When pressure shortens all three edges of a crystal's cell by the same percentage, the natural conclusion is that the crystal is squeezed evenly. InP₃ seems to confirm it, because its volume also shrinks nearly as the cube of the edge. Yet this crystal gives way about three times as much in one direction as in the others.

InP3 (space group R-3m, 8-atom rhombohedral cell, 20.42 Å³ per atom at zero pressure), relaxed under hydrostatic pressure with its symmetry kept. Ansatz 0.2.0, scalar-relativistic r2SCAN, plane-wave PAW, no spin polarisation, 500 eV cutoff, 6×6×6 k mesh, Gaussian smearing of 0.1 eV. Changes are relative to the cell relaxed at zero pressure; a is the edge of the rhombohedral cell.

| applied pressure (GPa) | volume change (%) | enthalpy change (eV/atom) | a change (%) | energy change (meV/atom) |
| --- | --- | --- | --- | --- |
| -2 | 4.16 | -0.260 | 1.45 | 5.5 |
| 2 | -3.37 | 0.251 | -1.19 | 4.1 |
| 5 | -7.33 | 0.612 | -2.62 | 21.4 |
| 10 | -12.38 | 1.186 | -4.48 | 68.8 |
| 20 | -19.49 | 2.254 | -7.17 | 201.4 |

All changes are relative to the relaxed crystal at zero pressure. The column "a change" refers to the edge of the small rhombohedral cell, not to the conventional a of the hexagonal cell. The three edges are equal by symmetry, so their equal shortening is no evidence of even squeezing. Each edge runs obliquely, partly along the atomic layers and partly across them, and so mixes a stiff direction with a soft one.

The edges and angles of the relaxed cells separate the two. At 20 GPa the edge is 7.2 % shorter, but the conventional a, within the layers, has shrunk by only 4.3 % and c, across them, by 12 %. In every row about 60 % of the volume change comes from c alone, where even squeezing would give a third. Anyone who takes a third of the volume change as the change in layer spacing will therefore put it much too low.

The volume hides this because the angle between the edges is close to 90°. A box with given equal edges has its largest volume when it is right-angled, and near a maximum the volume hardly responds to the angle. Pressure opens the angle from 86.1° at zero pressure to 89.5° at 20 GPa. This changes the crystal's shape markedly, yet it shifts the volume change by only about half a percentage point from what the edge alone would give.

Part of the cause of the soft direction probably lies in the bonding, which is argued here mainly from chemistry. InP₃ resembles arsenic: puckered layers are held together by short P–P and In–P bonds, and longer In–P contacts probably link one layer to the next. In a simple count of electron pairs, an indium atom with three bonds has only six electrons around it, so it is expected to accept part of a lone pair from phosphorus in the neighbouring layer. The count is only a rough guide, because the calculations find a metal at every pressure, with electrons that are not all confined to bonds and lone pairs. Such a link yields more easily than a full bond but resists more than the gap between graphite sheets, which fits a ratio of three rather than a much larger one. The bond lengths support this only in part. By 20 GPa the long In–P contacts have shortened by about 8 % and the short ones by 6 %, a modest difference, while c has shrunk by more than either. The bonds must therefore also change direction, and soft contacts alone do not explain the ratio. The ratio also depends on how far the layers themselves give way: puckered layers can be expected to narrow by bending their bond angles, whereas flat graphite sheets have to shorten their bonds. The functional lacks long-range dispersion, an attraction that matters most between layers, so the softness along c is the least certain result, above all at low pressure. The calculations also leave out thermal and zero-point motion, which usually make a crystal slightly softer.

It is tempting to think that the soft contacts close first and that the crystal then compresses evenly. The rows show only a slight move in that direction. Between −2 and 2 GPa c shrinks by 1.1 % per GPa, and between 10 and 20 GPa by 0.5 %, but a stiffens by a similar factor. The ratio between them stays near three but does fall slowly: the unrounded cells give about 3.17 from 2 to 5 GPa, 2.96 from 5 to 10 GPa and 2.75 from 10 to 20 GPa. The output below differs a little because it uses rounded angles. Compression thus becomes somewhat more even, yet at 20 GPa it is still far from even.

The shape meanwhile moves towards that of a simple cubic array, for which c/a is 1.225 when it is described by an eight-atom rhombohedral cell like this one: the ratio falls from 1.351 at zero pressure to 1.241 at 20 GPa. Phosphorus and arsenic take the same path under pressure, as their short and long contacts become equal. In InP₃ the two kinds of In–P contact draw closer but stay distinct: between zero pressure and 20 GPa the long ones shorten from 2.92 to 2.69 Å and the short ones from 2.66 to 2.50 Å. A nearly cubic cell therefore does not mean equal contacts, because the edges and angles fix only the shape of the cell, not the places of the atoms inside it.

Stiffening also explains why pulling and pushing are not mirror images. Atoms pressed together repel ever more steeply, whereas the force that pulls separated atoms back grows ever more slowly as they are drawn apart. A pull of 2 GPa therefore changes the volume by 4.16 %, a push of 2 GPa by only 3.37 %. The pull also stores more energy, mainly because it acts over a longer path.

A spring of constant stiffness makes this quantitative. Its resistance grows in proportion to the volume change ΔV, so the average pressure on the way is half the final pressure P, and the stored energy is −½PΔV. At 20 GPa each atom loses 0.1949 × 20.42 = 3.98 Å³. With 160.2 GPa equal to 1 eV/Å³, the estimate is ½ × 20 × 3.98 / 160.2 = 0.248 eV, or 248 meV, against a computed 201 meV. It is too high because the real crystal does most of its shrinking early, while the pressure is still low. At ±2 GPa the estimate is within 5 % of the computed energy, too low for the pull and too high for the push; the output below gives all rows.

The enthalpy looks far more regular because it is mostly not stored energy. It is the sum E + PV, and at 20 GPa the product PV supplies 2.05 of the 2.25 eV per atom. Its slope against pressure is simply the volume, so it rises almost in a straight line and bends slightly downwards as the crystal shrinks. Whether InP₃ keeps this structure at 20 GPa is a separate question, which would need the enthalpies of competing phases and a test of the vibrations, since the relaxations kept the symmetry.

Numerical output:

```
Shape of the cell:
  row  hexagonal a change in %  hexagonal c change in %  c change over a change  share of volume change from c in %  c over a
   -2                   0.8359                    2.439                   2.918                               59.12     1.372
    2                  -0.6877                   -2.052                   2.984                               60.48     1.332
    5                   -1.487                   -4.525                   3.043                               60.83     1.309
   10                   -2.579                   -7.708                   2.988                                60.7      1.28
   20                     -4.3                   -12.09                   2.812                               59.45     1.241
c over a at zero pressure: 1.351
c over a of a simple cubic array with angle 90 degrees: 1.225
Volume change if the angle stayed fixed:
  row  from edge alone in %  true less this in points
   -2                 4.413                   -0.2534
    2                -3.528                    0.1577
    5                -7.656                    0.3259
   10                -12.85                    0.4669
   20                   -20                    0.5146
Between each row and the row before:
  row  bulk modulus in GPa  c shrinks in % per GPa  a shrinks in % per GPa  ratio c to a
    2                53.31                   1.121                  0.3806         2.945
    5                71.69                  0.8526                  0.2694         3.164
   10                89.23                  0.6781                   0.223         3.041
   20                118.2                  0.4866                  0.1782         2.731
Energy:
  row  PV in eV/atom  constant-stiffness estimate in meV/atom  computed over estimate
   -2        -0.2655                                    5.302                   1.037
    2         0.2463                                    4.295                  0.9546
    5         0.5905                                    23.36                  0.9163
   10          1.117                                    78.89                  0.8721
   20          2.052                                    248.4                  0.8108
size of volume change at -2 GPa over that at 2 GPa: 1.234
energy change at -2 GPa over that at 2 GPa: 1.341
share of energy change in enthalpy change at 20 GPa in %: 8.935
enthalpy change at 20 GPa of a rigid crystal in eV/atom: 2.549
enthalpy saved by shrinking at 20 GPa in eV/atom: 0.295
```
